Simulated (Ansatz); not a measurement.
## Cd₄SeS₃ under compression: one row to predict

The cell was found from a structure generator's guess, not taken from experiment.

These are results of DFT PBE, scalar-relativistic, plane waves, PAW in Ansatz 0.2.0, not measurements. Settings of the last relaxation (8-atom cell): 420 eV, 6×6×4 k points, Gaussian smearing of 0.02 eV, no spin polarisation.

```
Cd Se S
1.0
     4.24184    0.00000    0.00000
     0.00000    4.24184    0.00000
     0.00000    0.00000   11.96146
Cd Se S
4 1 3
Direct
  0.50000 0.00000 0.62161
  0.00000 0.50000 0.86557
  0.50000 0.00000 0.13443
  0.00000 0.50000 0.37839
  0.00000 0.00000 0.00000
  0.50000 0.50000 0.25656
  0.00000 0.00000 0.50000
  0.50000 0.50000 0.74344
```

The cell was set to several volumes, with shape and atoms relaxed at each where symmetry leaves them free. Pressure is positive in compression, and energies count from the lowest row.

```tsv
row	V (Å³/atom)	P (GPa)	ΔE (meV/atom)	gap on mesh (eV)
1	23.675	8.78	78.7	1.11
2	24.482	6.00	41.7	1.04
3	25.289	?	?	?
4	26.096	1.68	4.2	0.91
5	26.903	0.01	0.0	0.84
6	27.710	-1.40	3.6	0.78
7	28.517	-2.59	13.7	0.71
8	29.593	-3.90	35.7	0.63
```

Problem. Find B = −V·ΔP/ΔV from rows 4 and 6 and from rows 1 and 2, and from the two its slope B′ and its value B0 at zero pressure.

Solution. Rows 4 and 6 give −(26.096 + 27.710)/2 × (-1.40 − (1.68))/(27.710 − 26.096) = 51.3 GPa at a mean pressure of 0.14 GPa. Rows 1 and 2 give −(23.675 + 24.482)/2 × (6.00 − (8.78))/(24.482 − 23.675) = 82.9 GPa at a mean pressure of 7.39 GPa. So B′ = (82.9 − 51.3)/(7.39 − (0.14)) = 4.36 and B0 = 51.3 − 4.36 × (0.14) = 50.7 GPa. A third-order Birch–Murnaghan fit to all the energies gives B0 = 51.0 GPa and B′ = 4.6.

Problem. Estimate the pressure and energy of row 3.

Solution. From row 5, V0 = 26.903 × (1 + (0.01)/50.7) = 26.908 Å³/atom. Murnaghan's form P = (B0/B′)·[(V0/V)^B′ − 1] gives (50.7/4.36) × [(26.908/25.289)^4.36 − 1] = 3.61 GPa; the computed pressure is 3.66 GPa, so the estimate is off by -0.05 GPa. The work of compression from row 4, with the mean of the two pressures, gives ΔE = 4.2 + (3.61 + 1.68)/2 × (26.096 − 25.289)/160.2 × 1000 = 17.5 meV/atom (1 eV/Å³ = 160.2 GPa); the computed value is 17.5 meV/atom.

Problem. Fit the gap against pressure through the other rows and estimate it at the computed pressure of row 3.

Solution. Over the 7 rows the mean pressure is 1.2257 GPa and the mean gap is 0.860 eV. The sums of products of deviations are S_xx = 129.3 and S_xy = 4.756, so the slope is 4.756/129.3 = 0.03678 (r = 0.99, rms misfit 0.03 eV). At 3.66 GPa the line gives 0.860 + (0.03678) × (3.66 − 1.2257) = 0.95 eV. The computed value is 0.98 eV, so the line is off by -0.03 eV, no more than the largest miss among the fitted rows (0.04 eV).

Kohn–Sham gaps at this level usually fall short of measured ones. All volumes keep the k mesh of the relaxed cell. A later test with randomly moved atoms came back to the same energy, though modes that don't fit the test's cell weren't probed.

Compression widens the gap at every step, from 0.63 eV in the most expanded cell to 1.11 eV in the densest. The coordinates describe a zinc-blende-like stacking with tetrahedral Cd, so the likely cause is that of CdS and CdSe: the conduction-band edge, antibonding between Cd s and anion s states, rises steeply as the bonds shorten. The anion p valence edge moves less, and its repulsion from the filled Cd d shell probably offsets part of the widening.

The gap is nearly linear in volume but not in pressure, because the lattice stiffens and each further GPa shortens the bonds less. The straight line's underestimate at row 3 therefore reflects real curvature rather than scatter. A bulk modulus near 51 GPa is typical of such soft, partly ionic tetrahedral networks.

The smooth curve doesn't show that this structure survives compression: CdS and CdSe both turn to denser rocksalt within the pressure range covered, so the densest rows may well describe a metastable phase.
